## Appendix: Firing order in a concentric amplifying-gate thyristor

### A.1 Structure and conventions

An amplifying-gate thyristor carries two emitters on one gated base. A central gate contact is surrounded by a pilot emitter ring $r_1<r<r_2$. The pilot metal covers this ring, overlaps its outer edge and contacts the base from $r_2$ to $r_m$; it has no external lead. The main emitter begins at $r_3>r_m$, and its metal first touches the base at a ring of shorts at $r_4$.

In a silicon device the two emitters are normally n$^+$ cathodes on a p base. 4H-SiC thyristors are typically grown on n$^+$ substrates as p$^+$/n/p$^-$/n$^+$ stacks, so the patterned emitters are p$^+$ anodes, the gated base is n-type and the gate current is drawn out of the base. All currents and potentials change sign together, so only magnitudes are used below. $V(r)$ is the forward bias of an emitter junction, $I(r)$ the lateral base current through the cylinder of radius $r$, $\rho_s$ the sheet resistance of the undepleted base, and $I_G$ the current of an ideal current source at the gate. Logarithms are natural. The treatment is static and isothermal at 300 K.

### A.2 The minimal model: three resistors and two switches

Each emitter junction is replaced by a threshold element that passes no current below $V_{\rm on}$ and latches once its most strongly biased point reaches $V_{\rm on}$. Below threshold the only path for $I_G$ runs through the base between the gate and the main shorts, so $I(r)=I_G$ wherever the base is not bridged by metal. An annulus of width $dr$ has resistance $\rho_s\,dr/2\pi r$. A ring whose metal is tied to the base at the outer radius $b$ has $V(b)=0$, and therefore

$$V(r)=\frac{I_G\rho_s}{2\pi}\ln\frac{b}{r}. \tag{A1}$$

The bias peaks at the inner edge. With $L_P=\ln(r_2/r_1)$, $L_M=\ln(r_4/r_3)$ and a continuous ring of shorts, the structure is a series chain of

$$R_P=\frac{\rho_s L_P}{2\pi},\qquad R_g=\frac{\rho_s}{2\pi}\ln\frac{r_3}{r_m},\qquad R_M=\frac{\rho_s L_M}{2\pi},$$

with the pilot switch sensing the drop across $R_P$ and the main switch the drop across $R_M$. The same current passes both, so the thresholds are

$$I_P=\frac{2\pi V_{\rm on}}{\rho_s\ln(r_2/r_1)},\qquad I_M=\frac{2\pi V_{\rm on}}{\rho_s\ln(r_4/r_3)}. \tag{A2}$$

As $I_G$ is raised from zero the pilot fires first if and only if $I_P<I_M$, that is

$$\frac{r_2}{r_1}>\frac{r_4}{r_3}, \tag{A3}$$

and the gate trigger current is then $I_{GT}=I_P$. The gap resistance $R_g$ and the resistance between the gate and $r_1$ change the gate voltage but not the order. If the rings differ in sheet resistance or threshold, (A3) becomes $\rho_PL_P/V_{{\rm on},P}>\rho_ML_M/V_{{\rm on},M}$.

**After the pilot latches.** The pilot becomes a fixed drop $V_T$ between its metal and the substrate contact and carries a principal current $I_A$ across the blocking junction. Current conservation on a cylinder between $r_m$ and $r_3$ shows that the main emitter is driven by $I_G+I_A$. With a supply $V_S$ and a load $R_L$, and the main emitter still off, the loop equation $V_S=I_AR_L+V_T+(I_G+I_A)(R_g+R_M)$ gives

$$I_A=\frac{V_S-V_T-I_G(R_g+R_M)}{R_L+R_g+R_M}. \tag{A4}$$

The main emitter fires when $I_G+I_A\ge I_M$. Since $I_MR_M=V_{\rm on}$, this requires

$$V_S\ge V_T+V_{\rm on}+I_MR_g+(I_M-I_G)R_L. \tag{A5}$$

### A.3 Numbers for a 4H-SiC device

The band gap of 4H-SiC is 3.26 eV as a compiled value (Deguchi 2016, temperature not stated). All other inputs are typical or assumed: base doping $N_D=2\times10^{17}$ cm$^{-3}$, fully ionised; undepleted base thickness 2.0 µm; electron mobility 500 cm$^2$/(V s); free hole density in the emitter $p=1\times10^{18}$ cm$^{-3}$; effective densities of states $N_c=1.7\times10^{19}$ and $N_v=2.5\times10^{19}$ cm$^{-3}$; relative permittivity 9.7; $V_{\rm on}=2.8$ V; $V_T=3.3$ V; $R_L=10\ \Omega$; and radii $r_1=200$, $r_2=400$, $r_m=560$, $r_3=600$, $r_4=900$ µm. The geometry and base were chosen to place the trigger current in the range of tens to hundreds of milliamperes typical of shorted thyristors, and every current below is the model's.

With $V_n=k_BT/q=25.852$ mV the built-in potential of the emitter junction is $E_g/q-V_n\ln(N_cN_v/pN_D)=3.26-0.198=3.06$ V, which lies above the assumed $V_{\rm on}$, as it must. The sheet resistance is $\rho_s=1/(q\mu N_Dt)=312\ \Omega/\square$.

| | $L$ | $R$ (Ω) | threshold (mA) |
|---|---|---|---|
| pilot | 0.693 | 34.42 | 81.35 |
| main | 0.405 | 20.13 | 139.07 |

The extra digits serve the comparison in A.4. The main ring is the wider one, 300 µm against 200 µm, yet the pilot fires first, because the lateral field falls as $1/r$. The thresholds stand in the ratio 1.71. When the pilot fires, the main edge is at $V_{\rm on}L_M/L_P=1.64$ V, which is 1.16 V short of threshold. The order would reverse only for $r_4>r_3r_2/r_1=1200$ µm.

With the gate held at $I_{GT}$ the pilot must add $I_M-I_P=57.72$ mA. With $R_g=3.43\ \Omega$, (A5) reads $3.3+2.8+0.48+0.58$, or 7.2 V, so any working supply voltage completes the transfer. At the moment the main emitter fires, the gate supplies 58 per cent of its drive. Once the pilot current has risen to an assumed 5 A, the drive is 37 times $I_M$ and the gate share is 1.6 per cent. Equating the main drive with the pilot current alone is correct in this second regime only.

### A.4 What the switches leave out

**Bias-dependent sheet resistance.** The emitter depletion layer in the base, $\sqrt{2\varepsilon(V_{bi}-V)/qN_D}$, shrinks from 0.128 µm at the short to 0.037 µm at the firing edge. The change of 0.091 µm is under 5 per cent of the base thickness. It does not affect the order. For any $\rho_s(V)$ common to both rings, $I_G=-(2\pi r/\rho_s)\,dV/dr$ separates to

$$\frac{I_GL}{2\pi}=\int_0^{V_{\rm on}}\frac{dV}{\rho_s(V)},$$

whose right side is the same for both rings, so (A3) holds unchanged. Depletion from the blocking junction raises $\rho_s$ under both rings alike, as long as the few volts of lateral drop are small against the blocking voltage. It lowers both thresholds by one common factor.

**Injection below threshold.** A real junction draws base current before it fires. Let the base lose a net current $J=J_{\rm on}\exp[(V-V_{\rm on})/V_n]$ per unit area (ideality factor one, assumed), and let firing occur when the inner edge $r=a$ reaches $V_{\rm on}$. Current diverted into the pilot emitter returns to the base through the pilot metal. The junctions are first treated as pure diodes, with no current collected across the blocking junction, so that exactly $I_G$ arrives at the inner edge of each ring. Under a ring, $dI/dr=-2\pi rJ$ and $I=-(2\pi r/\rho_s)\,dV/dr$. Define

$$\tau=\ln\frac ra,\quad v=\frac{V-V_{\rm on}}{V_n}+2\tau,\quad s=\frac{I\rho_s}{2\pi V_n},\quad \Lambda=\frac{\rho_sJ_{\rm on}a^2}{V_n},\quad u=\frac{V_{\rm on}}{V_n}.$$

With primes for $d/d\tau$, $v'=2-s$, and the two relations combine to

$$v''=\Lambda e^{v},\qquad v(0)=0,\qquad v(L)=2L-u. \tag{A6}$$

Multiplying by $v'$ and integrating gives $(s-2)^2-2\Lambda e^{v}=4\beta^2$. The constant is positive here because $e^v$ is negligible at the short while $s$ is of order $u/L\gg2$. The falling solution is

$$e^{v}=\frac{2\beta^2}{\Lambda\sinh^2\beta(\tau+\tau_0)}.$$

With $y=\beta\sqrt{2/\Lambda}$ the boundary conditions are $\sinh\beta\tau_0=y$ and $\sinh\beta(L+\tau_0)=y\,e^{u/2-L}$. Eliminating $\tau_0$,

$$\beta L=\operatorname{arsinh}\!\left(y\,e^{u/2-L}\right)-\operatorname{arsinh}y,\qquad s(0)=2+\sqrt{4\beta^2+2\Lambda}. \tag{A7}$$

Here $u=108.3$, so the first term equals $\ln 2y+u/2-L$ to far more digits than are printed, and (A7) becomes

$$(\beta+1)L=\frac u2-\ln\frac{1+\sqrt{1+\Lambda/2\beta^2}}{2}.$$

For $\Lambda\to0$ this gives $s(0)=2\beta+2=u/L$, which is (A2). For small $\Lambda/\beta^2$ and large $u$ the threshold rises by about $\Lambda/s$ in $s$, or $2\pi a\,\delta\,J_{\rm on}$ in current, where $\delta=aL/u$ is the distance over which the bias falls by $V_n$: 1.3 µm at the pilot edge and 2.2 µm at the main edge. Solving (A7) for two assumed values of $J_{\rm on}$, each treated as independent of $V_{\rm on}$:

| $J_{\rm on}$ (A/cm²) | $\Lambda_P$ | $\Lambda_M$ | $I_P$ (mA) | $I_M$ (mA) | $I_M/I_P$ |
|---|---|---|---|---|---|
| 0 | 0 | 0 | 81.35 | 139.07 | 1.71 |
| 10 | 48.3 | 434 | 81.51 | 139.91 | 1.72 |
| 100 | 483 | 4345 | 82.95 | 147.28 | 1.78 |

At 10 A/cm² the strip estimate gives 0.16 and 0.85 mA, against 0.16 and 0.84 mA from (A7). For pure diodes the shift favours the pilot at any radii. Regard (A6) as an initial-value problem with fixed slope $v'(0)$. Its right side increases with both $v$ and $\Lambda$, so a larger $\Lambda$ raises $V(\tau)$ everywhere, and a larger $s(0)$ is needed to reach zero bias at $\tau=L$. A smaller $L$ also needs a larger $s(0)$. Since $r_3>r_1$ implies $\Lambda_M>\Lambda_P$, the condition $L_P\ge L_M$ is sufficient for pure diodes, though not strictly necessary.

An injecting pilot, however, already carries a principal current before it latches. Let $\delta I_P$ be the net base current diverted under the pilot, $\alpha_1$ the common-base gain of the transistor on the gated base and $\alpha_2$ that of the other transistor. The emitter carries $I_A+\delta I_P$, and without leakage the blocking junction collects $I_A=\alpha_1(I_A+\delta I_P)+\alpha_2I_A$, so that $I_A=g\,\delta I_P$ with $g=\alpha_1/(1-\alpha_1-\alpha_2)$. By the conservation argument of A.2 the main ring receives $I_G+I_A$, and the pilot edge reaches threshold first only if

$$I_P+g\,\delta I_P<I_M,$$

with $I_P$ and $I_M$ from (A7). The added term favours the main emitter and grows as the loop gain approaches one. To first order the diverted current and the threshold shift of a ring are both $2\pi a^2LJ_{\rm on}/u$, so at $L_P=L_M$ the main edge is first whenever $1+g>(r_3/r_1)^2$, or $g>8$ for the inner radii above. In the example $\delta I_P$, which is $s(0)-2-2\beta$ in $s$, amounts to 0.16 and 1.61 mA at 10 and 100 A/cm², and the pilot stays first for $g$ below 359 and 40. The model does not fix $g$.

The firing condition is taken as local, whereas regeneration needs a strip of finite width, which may exceed $\delta$. The two rings may therefore need somewhat different edge current densities. A factor of ten shifts $V_{\rm on}$ by $V_n\ln10=0.060$ V, or 2.1 per cent, small against the 1.16 V margin.

**Contact resistance.** Current passes between base and metal over a transfer length $L_T=\sqrt{\rho_c/\rho_s}$, which adds about $L_T/b$ to $L$ when $L_T\ll b$. An assumed $\rho_c=1\times10^{-5}\ \Omega$ cm$^2$ gives $L_T=1.8$ µm, adding 0.0045 to $L_P$ and 0.0020 to $L_M$.

**Discrete shorts.** This term can rival the margin $L_P-L_M=0.288$. Replace the continuous ring by $N$ round shorts of radius $a_s$, small against their pitch, centred at $r_4e^{2\pi ik/N}$ in an unbounded uniform sheet, with $z=re^{i\theta}$. A source $I_G$ at the origin and $N$ sinks $I_G/N$ give the potential

$$\phi(z)=\frac{I_G\rho_s}{2\pi}\left[-\ln|z|+\frac1N\ln\left|z^N-r_4^N\right|\right],$$

because $z^N-r_4^N$ is the product of the displacements from the $N$ centres. On the rim of one short its own term contributes $(1/N)\ln a_s$. The other terms are harmonic there and average to their values at the centre, where the product of the distances to the other $N-1$ centres is $Nr_4^{N-1}$. The mean rim potential is thus $-(I_G\rho_s/2\pi N)\ln(r_4/Na_s)$. On the circle $r=r_3$ the bias is largest midway in angle between two shorts, where $z^N=-r_3^N$, so that $L_M$ is replaced by

$$L_M^{\rm eff}=\ln\frac{r_4}{r_3}+\frac1N\ln\frac{r_4}{Na_s}+\frac1N\ln\left[1+\left(\frac{r_3}{r_4}\right)^N\right]. \tag{A8}$$

For an assumed $a_s=15$ µm:

| $N$ | constriction term | $L_M^{\rm eff}$ | $I_M$ (mA) | first to fire |
|---|---|---|---|---|
| 24 | 0.038 | 0.444 | 127 | pilot |
| 8 | 0.252 | 0.662 | 85 | pilot, narrowly |
| 6 | 0.384 | 0.803 | 70 | main |

The last term of (A8) is 0.005 for $N=8$ and 0.014 for $N=6$. The equipotential pilot metal, ignored in $\phi$, damps this angular term, but the reversal at $N=6$ does not depend on it. Further rows of shorts hold more of the sheet at the metal potential and, by the maximum principle, lower the bias at $r_3$ for the same current. The single-row value is therefore an upper estimate, and $L_P>L_M^{\rm eff}$ is a conservative design rule within the switch model.

**Distributed sources.** The logarithm belongs to current injected inside $r_1$. A rising blocking voltage with the gate open feeds a uniform displacement current density $J_d$ into the base, so that $I(r)=\pi r^2J_d$ up to a continuous ring of shorts. Integrating $\rho_sI/2\pi r$ across a ring gives $\rho_sJ_d(b^2-a^2)/4$. For the radii above the main edge then receives 3.75 times the bias of the pilot edge, and under $dV/dt$ the main emitter fires first.

### A.5 Comparison with the general statement

| Statement | Status |
|---|---|
| Edge bias $I_G\rho_sL/2\pi$, (A1) | exact for a central source, uniform $\rho_s$, no injection and a continuous, ideal short |
| Order set by $r_2/r_1>r_4/r_3$, (A3) | exact in the switch model, also for a common $\rho_s(V)$; sufficient with exponential injection only for a pure-diode pilot, otherwise replaced by $I_P+g\,\delta I_P<I_M$; needs $L_M^{\rm eff}$ of (A8) for sparse shorts |
| $I_{GT}=2\pi V_{\rm on}/(\rho_sL_P)$, (A2) | lower limit of (A7); raised by 2.0 per cent at $J_{\rm on}=100$ A/cm² in the example |
| Drive of the main emitter | $I_G+I_A$, with $I_A=g\,\delta I_P$ before the pilot latches and $I_A$ from (A4) afterwards; equal to the pilot current alone only for $I_A\gg I_G$ |

The ratio of radii fixes the order of the static thresholds. A gate step that exceeds $I_M$ within the turn-on delay of the pilot biases both edges above $V_{\rm on}$ together, the pilot with a relative overdrive larger by $L_P/L_M$, and the sequence in time then depends on carrier storage that the static model does not contain.